Before the BeSi⁻ quartet curve goes into a vibrational or thermochemical model, two choices have to be made: which functional supplies the well depth, and whether a Morse curve may stand in for the computed points. The bond length (2.16 to 2.18 Å) and the force constant (7.4 to 7.7 eV/Å²) hardly depend on the functional. The depth does: it runs from 1.55 to 1.90 eV, a spread ten times the zero-point energy of about 0.03 eV. A Morse curve built from the well is good to a few meV near the minimum and about 0.1 eV too shallow at 3.4 Å.

Energy of quartet BeSi⁻ (σ¹π²) against bond length, counted from separated Be and Si⁻ at the same level. Unrestricted Kohn-Sham calculations with PySCF 2.14.0, non-relativistic and all-electron, with the orbital occupation held fixed; the basis is aug-cc-pVDZ on Be and aug-cc-pV(D+d)Z on Si.

```csv
bond length (Å),TPSS (eV),r2SCAN (eV),PBE0 (eV),BHandHLYP (eV)
1.871,-1.282,-1.364,-1.277,-1.055
1.958,-1.584,-1.663,-1.568,-1.339
2.045,-1.754,-1.828,-1.726,-1.492
2.110,-1.816,-1.886,-1.780,-1.543
2.175,-1.836,-1.902,-1.793,-1.554
2.240,-1.824,-1.886,-1.775,-1.535
2.327,-1.772,-1.828,-1.717,-1.478
2.436,-1.669,-1.720,-1.610,-1.375
2.567,-1.519,-1.562,-1.458,-1.233
2.740,-1.312,-1.344,-1.251,-1.043
3.002,-1.035,-1.049,-0.977,-0.797
3.371,-0.741,-0.742,-0.686,-0.543
```

Each entry is the unrestricted Kohn-Sham energy V at bond length r, counted from Be plus Si⁻. The zero is well defined, since Be 2s² is closed-shell and quartet Si⁻ 3p³ is spherical. For TPSS, r2SCAN and PBE0 the runs give ⟨S²⟩ between 3.756 and 3.778 (ideal 3.75), so these three curves stay close to a pure quartet. The σ¹π² occupation was imposed, and the curves don't show it to be the lowest state.

**Why closed-shell Be binds**

Along the axis Be brings 2s² and Si⁻ one 3pσ electron. Two of these three electrons fill a bonding σ orbital. The third would be antibonding, but Be 2p lies only a few eV above 2s, and mixing in 2pσ turns the orbital into a hybrid that points away from Si and costs little. The net result is close to a single σ bond. The two π electrons add a little by leaking into the empty Be 2pπ orbitals.

The populations of the PBE0 run fit this picture, though they don't show which way the hybrid points. At 2.175 Å the singly occupied σ orbital is 74% on Be, with more p than s, whereas each π electron stays about 84% on Si. The spin on Be, zero in the atom, rises steadily from 0.27 at 3.371 Å to 1.05 at 2.175 Å, and the Mayer bond order roughly triples over the same range. Populations in a diffuse basis are rough, and that hybridisation causes the depth is an orbital argument which they support without proving. The argument suggests that a closed-shell s² partner whose p shell mixes less well, Mg for instance, should form a weaker and longer bond to Si⁻. That was not computed here, and Mg's larger polarisability works against the weakening.

**The Morse form and where it stops**

An overlap repulsion that decays twice as fast as the attraction gives V = Dₑ(y² − 2y) with y = exp[−a(r − rₑ)]. Expanding about the minimum rₑ gives the force constant k = 2Dₑa², so a = √(k/2Dₑ), and nothing is left to adjust once rₑ, Dₑ and k are known. These came from a least-squares quartic in 1 − r₀/r (r₀ = 2.175 Å) through the eight inner rows; the four outer rows are predictions.

For PBE0, rₑ = 2.167 Å, Dₑ = 1.793 eV and k = 7.54 eV/Å², so a = √(7.54/3.586) = 1.450 Å⁻¹. At 3.371 Å, outside the fit, y = exp(−1.450 × 1.204) = 0.1745 and V = 1.793 × (0.0305 − 0.3490) = −0.571 eV. The table has −0.686 eV, so Morse misses by 0.115 eV, 17% of the tabulated value.

All four functionals behave alike. Over the eight inner rows the miss is at most 0.006 eV, against up to 0.002 eV that rounding of r and V allows on the steep wall. It then grows row by row to between 0.098 and 0.125 eV. The last row still holds 35 to 40% of the depth and is far from dissociated. The well itself is more anharmonic than its depth implies: the Morse relation Dₑ = ωₑ²/4ωₑxₑ, with the harmonic wavenumber ωₑ and anharmonicity ωₑxₑ of the PBE0 run, gives 1.57 eV instead of 1.79 eV. Extrapolating the vibrational ladder from the bottom would lose about 0.2 eV.

**What the tail is made of**

An ion polarises a neutral atom, with energy −αe²/(8πε₀r⁴) = −C₄/r⁴. A rough recalled polarisability α of 38 atomic units for Be gives C₄ = 40.5 eV Å⁴, and at 3.371 Å this is −40.5/129 = −0.31 eV. The term is large enough and must take over at long range, but it doesn't reproduce the shape here. Least-squares Morse fits to all twelve rows leave rms residuals near 0.02 eV. Adding the induction term with Tang-Toennies damping of free range lowers the PBE0 value from 0.021 to only 0.015 eV. Adding a plain constant, also one more parameter, lowers it to 0.0015 eV. The constant (−0.19 to −0.28 eV) trades against the Morse depth and cannot be physical, since V must reach zero. Its success shows only that the Morse form needs more freedom of shape than the damped r⁻⁴ term supplies; it doesn't reveal a flat attraction.

Besides the limits of the Morse form itself, a likely reason is that the point-charge picture has already failed. The Löwdin charge on Be in PBE0 is −0.32 at 3.371 Å and −0.53 at 2.175 Å, and charge spread over both atoms no longer polarises Be as a charge on Si would. The dipole points the same way, though less firmly. With the origin at the centre of mass and positive meaning the negative end at Be, a charge on Si plus the induced dipole gives −1.56 D, and the Löwdin charges give +1.17 D. The run gives 1.59 D, after a smooth fall from 2.740 Å outward. A charge on Si must make the moment ever more negative at long range. A positive moment that falls fits this, whereas a negative one of shrinking size would run the wrong way. The match in size with the induction picture is then an accident. The tail cannot be split into induction and charge transfer from these numbers, and in a double-zeta basis without counterpoise correction some of it may be basis-set superposition.

**Where the functionals part**

The order r2SCAN, TPSS, PBE0, BHandHLYP, deepest first, holds in every row, though the gaps between TPSS and PBE0 at 1.871 Å (0.005 eV) and between r2SCAN and TPSS at 3.371 Å (0.001 eV) are too small to rank them there. BHandHLYP lies 0.22 to 0.24 eV above PBE0 from 1.871 to 2.567 Å. Its depth is 0.867 of the PBE0 depth but its force constant 0.982, so the well is shifted rather than scaled, and 60% of the gap at the minimum is already there at 3.371 Å. Most of the disagreement therefore builds up outside the well.

One candidate cause is delocalisation error: semilocal functionals favour spreading the extra electron over both atoms, and exact exchange reduces that bias. The direction fits, the size is not proportional. At 2.175 Å the step from no exact exchange (mean of TPSS and r2SCAN) to 25% costs 0.076 eV, the step from 25% to 50% costs 0.239 eV, and in both steps the semilocal exchange and correlation parts change as well. At 3.371 Å r2SCAN puts the same Löwdin charge on Be as PBE0 (−0.32) yet lies 0.056 eV deeper. Exact exchange as the cause of the BHandHLYP shift remains a guess.

Two gaps close at opposite ends. TPSS lies 0.043 eV below PBE0 at 2.175 Å and only 0.005 eV below at 1.871 Å. The shift of the well is enough to account for this: the TPSS bond is 0.013 Å longer, and on a wall of slope (1.568 − 1.277)/0.087 = 3.3 eV/Å that costs 0.04 eV. r2SCAN gains on TPSS steadily inward, from 0.001 to 0.082 eV. Both lack exact exchange and carry similar charges at the minimum (−0.52 and −0.54), so the difference belongs to the short-range bond, with no cause isolated.

The highest occupied level is positive throughout for TPSS and r2SCAN (0.30 to 0.90 eV), and for PBE0 up to 2.175 Å, turning negative from 2.240 Å. This is a known symptom of self-interaction and doesn't prove the anion unbound, but the finite basis helps hold the electron, and depths may move with more diffuse functions. Spin-orbit coupling should matter little, as neither a ⁴Σ⁻ molecule nor a ⁴S ion is split in first order.

In practice, rₑ and k differ little between the four curves, though an error they share, from the small basis or the single determinant, wouldn't show. Morse serves for energies out to about 2.4 Å but understates the anharmonicity; beyond that, interpolate the computed points. The depth should be quoted as a spread between functionals, 1.55 to 1.90 eV, which needn't bracket the true value, until a correlated calculation in a larger basis, run well past 3.4 Å, shows how much charge Be really holds in the tail.
